## The question

Why does squeezing rutile widen its band gap, when atoms pushed closer together should broaden the bands and close it? Three explanations are worth weighing. The bands may simply broaden; one shrinking length may set the gap; or an opening and a closing effect may nearly cancel. The first steps around zero pressure and the last one, to 40 GPa, separate them best.

Rutile TiO2 (6-atom cell), relaxed under hydrostatic pressure at zero temperature with its symmetry kept. Ansatz 0.2.0, PBE, scalar-relativistic plane-wave PAW without spin polarisation, cutoff 420 eV, k mesh 6×6×10. Changes are relative to the cell relaxed at zero pressure (a = 4.643 Å, c = 2.964 Å), and band gaps are taken on the k mesh.

```tsv
applied pressure (GPa)	volume change (%)	a change (%)	c change (%)	band gap (eV)
-2	1.03	0.43	0.16	1.858
2	-0.95	-0.39	-0.17	1.864
5	-2.28	-0.95	-0.41	1.873
10	-4.29	-1.77	-0.81	1.893
20	-7.72	-3.17	-1.57	1.943
40	-13.01	-5.36	-2.87	2.047
```

## First explanation: the bands broaden

The tempting argument starts from a sound limit. Suppose that oxygen orbitals overlapped only with oxygen and titanium orbitals only with titanium. If the centres of the bands also stayed fixed, compression would widen both bands, the filled and the empty one would approach each other, and the crystal would end as a metal.

The table shows the opposite. The gap rises at every step, from 1.858 eV at −2 GPa, where the crystal is slightly stretched, to 2.047 eV at 40 GPa. Broadening can't be the dominant effect here, though it may still be at work beneath a stronger one.

## Second explanation: one length sets the gap

Energies in an ionic crystal tend to grow as distances shrink. The simplest form of this idea makes the gap $E$ inversely proportional to a mean distance $d$, which scales as the cube root of the volume $V$:

$$E \propto \frac{1}{d} \propto V^{-1/3}.$$

This rule has no adjustable constant, so it can be tested between any two rows. From −2 to 2 GPa the volume goes from 1.0103 to 0.9905 of its zero-pressure value, and the rule predicts a rise of

$$1.858\ \text{eV}\times\left[\left(\frac{1.0103}{0.9905}\right)^{1/3}-1\right]\approx 0.012\ \text{eV}.$$

The calculation gives 0.006 eV, half as much. From 20 to 40 GPa the same rule predicts a rise of 0.039 eV, but the calculation gives 0.104 eV. The rule thus promises too much at the start and far too little at the end.

Another power of the distance would not cure this. A single power makes the gap grow by a fixed percentage for each per cent of volume lost, however small the compression. In the table that percentage is about 0.16 in the first step and 0.88 in the last. So the gap isn't proportional to any single power of the distance.

## Third explanation: two effects nearly cancel

A second limit shows where an opening effect can come from. In the usual picture of rutile, the filled band edge is mainly oxygen 2p and the empty one mainly titanium 3d. As a sketch of the two bands, not of the exact states at their edges, whose coupling symmetry may forbid, take one level of each kind, a distance $\Delta$ apart in energy and coupled by $t$. They repel each other, and for weak coupling their separation becomes

$$\sqrt{\Delta^2+4t^2}\approx\Delta+\frac{2t^2}{\Delta}.$$

The coupling between p and d orbitals grows roughly as $d^{-7/2}$, so this repulsion grows as $d^{-7}$. The width of a band built from p orbitals grows only as about $d^{-2}$. Direct overlap between d orbitals also widens the empty band, and more steeply, but this sketch leaves it out. Take $\Delta$ as fixed, although the electrostatic field of the ions can shift it too. With $d_0$ the mean distance at zero pressure, and $A$ and $B$ the strengths of the two effects, the gap in this sketch is

$$E=\Delta+A\left(\frac{d_0}{d}\right)^{7}-B\left(\frac{d_0}{d}\right)^{2}.$$

For a small fractional shortening $s$ the first effect adds about $7As$ and the second removes about $2Bs$. If these amounts are nearly equal, the gap hardly moves at first. Under stronger compression the steeper effect gains, and the gap opens faster. That is the pattern in the table, where the rise per GPa grows from 1.5 meV in the first step to 5.2 meV in the last.

## How far the balance can be tested

The two-power formula was fitted to all six rows, with changes counted from the gap of 1.860 eV at zero pressure. It reproduces the overall bend but fails where the cancellation matters most. Between −2 and 2 GPa it gives a rise of about 11 meV instead of 6 meV, although both rows belong to the fit. This particular balance of two powers therefore bends too gently near zero pressure. Its closing strength $B$ also comes out near 7.7 eV, about four times the gap, so the fitted strengths should not be read as real band widths or repulsions.

Rutile has two independent axes, and they don't shrink alike. Chains of octahedra that share edges run along $c$ and make this direction stiff. At 2 GPa the $a$ axis has shortened 2.3 times as much as $c$, in per cent, but at 40 GPa only 1.9 times as much. Over the whole range, the stiff axis thus takes a growing share of the compression.

A second model lets the gap respond in proportion to the change of each axis, again with two coefficients fitted to all rows. In this fit a shorter $c$ opens the gap and a shorter $a$ closes it. The two contributions almost cancel at low pressure, and the cancellation fails as $c$ catches up. With all rows included, its root-mean-square miss is 0.8 meV, against 2.5 meV for the two-power formula. When each row in turn is left out and predicted from the others, the figures are 2 and 14 meV, but the larger one comes mostly from the row at 40 GPa, which then lies far outside the fitted range.

This success makes the axes a candidate for the place where the balance shifts, but it doesn't settle the matter. Under hydrostatic pressure $a$ and $c$ shrink almost in step, so a different curved dependence on volume could pass for a response to the two axes. The fitted coefficients should not be read as properties of the material. By them, shortening $c$ alone by 1 % would open the gap by about 0.2 eV, more than the whole rise in the table. Calculations that compress one axis while holding the other would decide.

## What the numbers settle

The numbers rule out net closing by broadening, and they rule out a gap proportional to a single power of the volume. A near-cancellation that compression upsets agrees with them, but they don't show what opens the gap. Repulsion between p and d levels is one candidate, and the electrostatic field of the ions is another. For a similar crystal, the useful question is which coupling grows fastest as the atoms approach. If it is the one that pushes filled and empty levels apart, a weak early response can turn into a clear widening.

For practical purposes the effect is small. Between −2 and 2 GPa the gap shifts by only about 0.3 % of its value, and even the steepest step brings about 5 meV per GPa. These figures hold for uniform pressure; stress along one direction may act quite differently.

The gap itself should not be used as an absorption threshold, because this level of theory places it well below the measured value of roughly 3 eV. The rows at 20 and 40 GPa also need care. Real rutile gives way to denser structures at roughly 10 GPa, whereas the calculation keeps its symmetry. These rows show how the rutile structure would respond, not what a compressed sample would become. At the other end, PBE is known to bring rutile to the brink of a polar distortion or past it, and stretching favours this distortion. The kept symmetry excludes it, so the cells near zero pressure, above all the one at −2 GPa, may not be true minima.

Output of the analysis:

```
fit of dE on 6 rows: coefficient of open7 2436 +/- 223, coefficient of width2 -7679 +/- 863; rms 2.48, worst 20 -3.69, leave-one-out rms 13.8
fit of dE on 6 rows: coefficient of a_change 75.8 +/- 2.7, coefficient of c_change -206.7 +/- 5.2; rms 0.816, worst 2 1.18, leave-one-out rms 2.18
Steps from the row before, and misses of the two fits:
  row  gap step meV  meV per GPa  1/d rule meV  local exponent  a change over c change  miss a meV  miss b meV
   -2           n/a          n/a           n/a             n/a                   2.688      -3.668       1.117
    2             6          1.5          12.3          0.1629                   2.294       1.437       1.182
    5             9            3         8.418          0.3563                   2.317       2.288     -0.6505
   10            20            4         13.02          0.5111                   2.185       1.214     -0.1138
   20            50            5         23.17          0.7143                   2.019       -3.69       0.883
   40           104          5.2         38.61          0.8833                   1.868       1.001     -0.3657
Gap rise from the first to the last row, meV: 189
Gap rise from the first to the last row, %: 10.17
Largest local exponent over smallest: 5.422
Largest slope per GPa over smallest: 3.467
Rms miss of variant a (two powers of mean length), meV: 2.478
Rms miss of variant b (two axes), meV: 0.8161
Possible error in variant b from rounding of the strains, meV: 1.413
Correlation of a change with c change: 0.9974
```
